Squeeze a crystal by one per cent of its volume, and it pushes back with about one per cent of its bulk modulus. In the table, V0 is the volume per atom at which the computed pressure vanishes, B0 is the bulk modulus there, and dB/dP tells how fast the crystal stiffens under pressure.

Rock-salt crystals in Ansatz 0.2.0: all-electron LAPW, LDA, scalar-relativistic, no spin polarization, k meshes 7×7×7 to 11×11×11, Fermi-Dirac smearing 0.01 to 0.08 eV, basis error target 0.25 to 1 meV/atom. V0, B0 and dB/dP are from Birch-Murnaghan fits to pressures at volumes within 6 % of the measured cell; errors of V0 are relative to the measured volume.

```
crystal  space group  measured volume (COD) (Å³/atom)  V0, LAPW (Å³/atom)  error of V0, LAPW (%)  B0, LAPW (GPa)  dB/dP, LAPW
    HfN          225                            11.53               11.15                   -3.2             301          4.3
    SrO          225                            16.97               16.24                   -4.3             104          4.5
    MgS          225                            17.61               16.87                   -4.2            83.2          4.1
    PbS          225                            26.07               24.94                   -4.3            64.5          4.3
   SnTe          225                            31.45               30.31                   -3.6            50.4          4.4
   BiTe          225                            33.86               32.04                   -5.4            57.1          4.6
```

From top to bottom: why does stiffness fall so much?

A pressure is an energy per volume. If every atom resisted compression with the same energy, doubling its volume would halve B0. SnTe takes 2.7 times the volume of HfN, but it is 6 times softer. Volume therefore accounts for a large part of the contrast, and a factor of about 2.2 remains.

First row: what else makes HfN stiff?

The product B0·V0 measures this elastic energy. It is 21 eV per atom in HfN and near 10 eV in the other five. The same runs also bind HfN most strongly among the five crystals for which this energy is available: 21 eV per pair of atoms, against 13 eV for SrO. The reference is spherical atoms without spin, which is expected to flatter a nitride by a few eV, too little to close the gap. Chemistry names the cause as bonding between hafnium d and nitrogen p electrons, though no column isolates it.

Second row: can the stiffness of SrO be estimated by hand?

Picture doubly charged ions that attract each other until their electron shells touch. The attraction changes slowly with distance, while the repulsion rises steeply and supplies the stiffness. For one ion pair at nearest distance r,

E = −A/r + C/rⁿ

Zero force at equilibrium fixes C. With a volume of 2r³ per pair, the curvature of E then gives

B0 = (n − 1)A/(18r⁴), dB/dP = (n + 7)/3

The mean dB/dP of the six rows gives n = 6.1. For SrO, r is the cube root of 16.24 Å³, or 2.53 Å, and A = 1.75 × 4 × 14.4 = 101 eV Å. Hence B0 = 5.1 × 101/(18 × 2.53⁴) ≈ 0.69 eV/Å³, about 111 GPa, 7 % above the table. The B0 of SrO did not enter this estimate; its dB/dP is one of the six averaged. Taken alone, that value of 4.5 gives n = 6.5 and an estimate 15 % too high, so part of the close match is luck.

Third row: why is MgS softer than SrO?

Its volume is only 4 % larger, for which the ionic formula allows a 5 % drop in B0. The table shows 20 %. The dB/dP column hints at what is missing: the 4.1 of MgS gives n = 5.3, against 6.5 for SrO. With these two exponents the formula yields a drop of 26 %, now somewhat too much. The repulsion thus seems to rise less steeply in MgS. Both ions differ between the two crystals, so the table cannot tell whether sulphide or magnesium is responsible. Rock-salt MgO, which shares one ion with each, could help to decide. One common n misses the difference in steepness, and the estimate for MgS comes out 27 % too high.

Fourth and fifth rows: are PbS and SnTe ionic, then?

The formula meets both within 4 %, yet their bonds are known to have a strong covalent part. Agreement in B0 does not identify the bond. A constant B0·V0, fitted to all rows except HfN, whose product is twice as large, describes those five somewhat better than the ionic formula, with a typical miss of 9 % against 16 %. What these crystals share is the size of the elastic energy; the output below gives the misses row by row.

Last row: why is BiTe stiffer than SnTe although it is larger?

Stronger binding is not the reason, since both gain nearly the same energy from their atoms. Yet when SnTe is stretched to the V0 of BiTe, its modulus falls to 39 GPa, against 57 GPa for BiTe. Bismuth brings a bigger ion core and one more valence electron, and the table cannot separate the two. Rock-salt PbTe could help: lead has a core much like that of bismuth, but as many valence electrons as tin. Without such a run the cause stays open, and spin-orbit coupling, left out here, may also change the comparison. Note that this cubic metal is not the usual layered form of BiTe.

The error column: does its smallest entry mark the best result?

HfN has the smallest volume error, 3.2 % below the measured cell. Held at the measured volume, however, it is under a tension of about 9 GPa, the largest of all rows; SnTe, with a slightly larger volume error, is under less than 2 GPa. Pressure is roughly strain times stiffness. A stiff crystal can thus hide a large error in pressure behind a small error in volume.

Back to B0: which digits can be trusted?

Each B0 belongs to a volume that is too small, as expected from LDA, which usually binds too strongly; thermal expansion and zero-point motion, both left out, add to the gap. With dB/dP near 4.4, each per cent of volume shifts the modulus by about 4 %. At the measured volumes all six crystals are 13 to 22 % softer, HfN falling from 301 to 261 GPa, a value consistent with pressure differences from the same run, though these are the kind of data B0 was fitted to and no independent test. A functional that gives larger volumes, as PBE usually does, is expected to lower B0 in the same way. Spin-orbit coupling is also left out for the heavy atoms of HfN, PbS, SnTe and BiTe, and its effect on these moduli was not computed.

As a forecast for the real crystals, the greater stiffness of HfN against the rest is safe, but the second digit of a single modulus is not. Even an order can hang on the chosen volume: the lead of BiTe over SnTe shrinks from 7 GPa to about 1 GPa at the measured cells.

Printed output of the fit:

```
fit of log(BV) on 5 rows (~isHfN): constant 2.304 +/- 0.045; rms 0.0896, worst MgS 0.134, leave-one-out rms 0.112
  rows outside the fit (model, value, miss): HfN 2.304, 3.042, -0.738
Models and values at the measured volume:
   row  B0 V0 (eV/atom)  constant product miss (%)  Born miss (%)  B at measured volume (GPa)  change of B (%)  pressure there (GPa)  length error (%)
   HfN            20.95                     -52.17         -38.97                       260.6           -13.42                -9.394            -1.111
   SrO            10.54                     -4.959          6.982                       85.33           -17.95                -4.149            -1.455
   MgS             8.76                      14.37          27.11                       69.77           -16.14                -3.275            -1.421
   PbS            10.04                    -0.2126         -2.642                       53.31           -17.35                -2.602            -1.466
  SnTe            9.535                      5.079         -3.932                       42.84           -14.99                -1.718            -1.223
  BiTe            11.42                     -12.26         -21.25                       44.29           -22.44                -2.786            -1.825
Largest B0 over smallest B0: 5.972
Largest V0 over smallest V0: 2.874
Typical B0 V0 of the five rows without HfN (eV/atom): 10.02
B0 V0 of HfN over the typical value: 2.091
Rms miss of the Born estimate without HfN (%): 15.86
Common Born exponent n: 6.1
Born estimate for HfN with charges 3 (GPa): 413.3
V0 of MgS against SrO (%): 3.879
B0 of MgS against SrO (%): -20
Born estimate of MgS against SrO (%): -4.948
Binding of HfN against spherical atoms (eV per pair): 21.2
Binding of SrO against spherical atoms (eV per pair): 13.43
Binding of PbS against spherical atoms (eV per pair): 9.998
Binding of SnTe against spherical atoms (eV per pair): 8.823
Binding of BiTe against spherical atoms (eV per pair): 8.523
B of SnTe at the V0 of BiTe (GPa): 39.48
B0 of BiTe over B of SnTe at that volume: 1.446
B of HfN at measured volume from pressure difference (GPa): 261.4
B of PbS at measured volume from pressure difference (GPa): 53.19
```
